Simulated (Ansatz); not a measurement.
# A series in volume scale on Hf

Results calculated with Ansatz 0.2.0, not measured. Periodic Kohn-Sham DFT of a crystal at fixed atoms, scaled to volume_scale times the given cell; pressure positive in compression, energy less spherical unpolarised free atoms, largest_vzz the field gradient of largest size among the nuclei.

The cell before it is scaled or strained (space group Im-3m, No. 229):
```
Hf
1.0
     -1.8050     1.8050     1.8050
      1.8050    -1.8050     1.8050
      1.8050     1.8050    -1.8050
Hf
1
Direct
  0.00000 0.00000 0.00000
```

Settings of every row: method all-electron LAPW; functional PBEsol; relativity scalar; k mesh 16x16x16; filling fermi-dirac; smearing width 0.08 eV; basis error target 1 meV/atom; nucleus gaussian.

Atom start moment: 0 on all atoms.

Limits: no spin-orbit coupling on heavy atoms.

| row | volume scale | V (Å³/atom) | energy less free atoms (eV/atom) | pressure (GPa) |
| --- | --- | --- | --- | --- |
| 1 | 0.94 | 22.112 | -7.7371 | -3.722 |
| 2 | 0.96 | 22.582 | -7.7234 | -5.609 |
| 3 | 0.98 | 23.052 | -7.7043 | -7.326 |
| 4 | 0.99 | 23.288 | -7.693 | -8.125 |
| 5 | 1 | 23.523 | -7.6805 | -8.888 |
| 6 | 1.01 | 23.758 | ? | ? |
| 7 | 1.02 | 23.993 | -7.6523 | -10.311 |
| 8 | 1.04 | 24.464 | -7.62 | -11.605 |
| 9 | 1.06 | 24.934 | -7.5842 | -12.784 |

Question: what energy less free atoms and pressure should row 6 give?

Worked fit of energy less free atoms. Take u = (V_r/V)^(2/3) − 1 with V_r = 23.405 Å³ an atom, which is twice the finite (Eulerian) strain; such expansions in the strain, on which the Birch-Murnaghan equation of state is built, carry the rest volume and the bulk modulus. The shown rows have u = 0.03861, 0.02415, 0.01018, 0.00335, -0.00335, -0.01641, -0.02907, -0.04131. Least squares give energy less free atoms = −7.6869 − 1.8652 × u + 14.826 × u² − 5.1 × u³ eV/atom; a parabola predicts inner rows, each left out in turn, worse (root mean square 9.1e-05 against 5e-05 eV/atom). The rows lie off it by 0.0000, 0.0000, 0.0001, 0.0000, 0.0000, 0.0000, 0.0000, 0.0000. The withheld row has u = -0.00993, so the fit gives −7.6869 − 1.8652 × (-0.00993) + 14.826 × (-0.00993)² − 5.1 × (-0.00993)³ = -7.6669 eV/atom.

The calculation gave -7.6669 eV/atom. The fit meets it to the printed digit.

Worked fit of pressure. Take u = (V_r/V)^(2/3) − 1 with V_r = 23.405 Å³ an atom, which is twice the finite (Eulerian) strain; such expansions in the strain, on which the Birch-Murnaghan equation of state is built, carry the rest volume and the bulk modulus. The shown rows have u = 0.03861, 0.02415, 0.01018, 0.00335, -0.00335, -0.01641, -0.02907, -0.04131. Least squares give pressure = −8.5104 + 113.829 × u + 257.78 × u² + 159 × u³ GPa; a parabola predicts inner rows, each left out in turn, worse (root mean square 0.0028 against 0.0015 GPa). The rows lie off it by 0.000, 0.000, -0.001, 0.001, 0.001, -0.001, 0.000, 0.000. The withheld row has u = -0.00993, so the fit gives −8.5104 + 113.829 × (-0.00993) + 257.78 × (-0.00993)² + 159 × (-0.00993)³ = -9.615 GPa.

The calculation gave -9.616 GPa. The fit lies 0.001 GPa (0.011 % of the column's range) above it, one unit of the last digit.
